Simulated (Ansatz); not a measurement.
A series in volume scale on V

Plane-wave DFT, scalar-relativistic PAW made under PBE with cores redone for the functional, no dispersion; the given relaxed cell is scaled uniformly, energy at zero smearing counts from the unscaled cell, pressure at the given Fermi-Dirac smearing is positive in compression. The results are calculated, by Ansatz 0.2.0.

The cell before it is scaled or strained (space group Pm-3m, No. 221):
```
V
1.0
      2.4107     0.0000     0.0000
      0.0000     2.4107     0.0000
      0.0000     0.0000     2.4107
V
1
Direct
  0.00000 0.00000 0.00000
```

Settings of every row: spin polarised no; functional PBEsol; wave cutoff 420 eV; smearing width 0.1 eV; k mesh 15x15x15.

Atom starting moment: 0 on all atoms.

Limits: the cell comes from a prototype or a list of computed structures and needn't be the stable phase.

| row | volume scale | V (Å³/atom) | pressure (GPa) | energy change per atom (meV) |
| --- | --- | --- | --- | --- |
| 1 | 0.88 | 12.329 | 25.23 | 121.48 |
| 2 | 0.92 | 12.889 | 15.51 | 52.19 |
| 3 | 0.96 | 13.449 | 7.49 | 13.45 |
| 4 | 1.04 | 14.57 | ? | ? |
| 5 | 1.08 | 15.13 | -9.25 | 32.65 |
| 6 | 1.12 | 15.691 | -13.04 | 72.27 |

Question: what pressure and energy change per atom should row 4 give?

Worked fit of pressure. Take u = (V_r/V)^(2/3) − 1 with V_r = 13.449 Å³ an atom, which is twice the finite (Eulerian) strain; such expansions in the strain, on which the Birch-Murnaghan equation of state is built, carry the rest volume and the bulk modulus. The shown rows have u = 0.05968, 0.02876, 0, -0.07551, -0.09768. Least squares give pressure = 7.49 + 263.95 × u + 553.2 × u² GPa; a straight line predicts inner rows, each left out in turn, worse (root mean square 1.5 against 0.044 GPa). The rows lie off it by 0.02, -0.03, 0.00, 0.04, -0.03. The pressure vanishes at u = -0.0303, or V = 14.08 Å³ an atom, and there the bulk modulus at fixed shape and fractions is B = −V dP/dV = (2/3)(1 + u) dP/du = 149 GPa. The withheld row has u = -0.05197, so the fit gives 7.49 + 263.95 × (-0.05197) + 553.2 × (-0.05197)² = -4.73 GPa.

The calculation gave -4.68 GPa. The fit lies 0.05 GPa (1.1 % of the value, 0.13 % of the column's range) below it; its largest miss of a shown row is 0.04 GPa.

Worked fit of energy change per atom. Take u = (V_r/V)^(2/3) − 1 with V_r = 13.449 Å³ an atom, which is twice the finite (Eulerian) strain; such expansions in the strain, on which the Birch-Murnaghan equation of state is built, carry the rest volume and the bulk modulus. The shown rows have u = 0.05968, 0.02876, 0, -0.07551, -0.09768. Least squares give energy change per atom = 13.422 + 898.22 × u + 15335 × u² meV; a straight line predicts inner rows, each left out in turn, worse (root mean square 40 against 0.44 meV). The rows lie off it by -0.17, 0.25, 0.03, -0.38, 0.27 (root mean square 0.25 meV). The withheld row has u = -0.05197, so the fit gives 13.422 + 898.22 × (-0.05197) + 15335 × (-0.05197)² = 8.16 meV.

The calculation gave 7.58 meV. The fit lies 0.58 meV (7.7 % of the value, 0.51 % of the column's range) above it; its largest miss of a shown row is 0.38 meV.
